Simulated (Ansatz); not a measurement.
## Mo: opening a crack plane

Mo, P6/mmm, a = 2.742 Å, c = 2.492 Å. This isn't the element's structure at ambient conditions. Ansatz: PBEsol, PAW, 420 eV, Γ-centred 25×25×6 mesh on 4 atoms, Gaussian smearing 0.15 eV; no spin polarisation. One cut on (001) per cell of 4 atoms is opened rigidly by x, between planes of Mo and Mo that stand 2.49 Å apart; y is the energy per area (6.513 Å², 1 eV/Å² = 16.02 J/m²).

| x (Å) | y (J/m²) |
| --- | --- |
| 0.00 | 0.000 |
| 0.25 | 0.375 |
| 0.50 | 1.132 |
| 0.75 | ? |
| 1.00 | 2.668 |
| 1.50 | 3.690 |
| 2.00 | 4.263 |
| 3.00 | 4.720 |
| 4.50 | 4.820 |
| 6.00 | 4.825 |

**Question.** Fit the universal binding curve y = W[1 − (1 + x/l) e^(−x/l)] to the other rows, give the peak stress, and predict the missing value.

**Answer.** Least squares gives W = 4.83 J/m² and l = 0.542 Å. The stress dy/dx peaks at x = l with W/(e l) = 32.8 GPa, for rigid faces. At x = 0.75: x/l = 1.384, y = 1.944 J/m². The run gave 1.945 J/m², so the fit is 0.001 J/m² too low, within the rms miss on the fitted rows (0.007 J/m²).

Cost: 12 runs of about 6.5 core-minutes in all, on Arm Neoverse V2 (shared hosts).

The cohesion across this cut is strong but short-ranged: the energy climbs steeply over the first 2 Å of opening and is almost flat beyond 3.00 Å. Molybdenum's roughly half-filled d shell occupies mainly bonding states, and pulling the planes apart removes the d–d overlap that stabilises them. That overlap decays nearly exponentially with distance, while metallic screening suppresses long-range electrostatic forces between the faces, which is why a single length describes the curve so well. In this stacking each atom has just one close neighbour across the cut, directly opposite, so the large work of separation probably reflects strong bonding along that short contact rather than many broken bonds.

The withheld point lies between fitted points on the steep part of the curve, so its agreement supports interpolation there but hardly tests the tail. W is the cost of creating two faces, so the energy per surface is half of it. Whether a crack would cleave or blunt remains open, since that also depends on the resistance to shear.
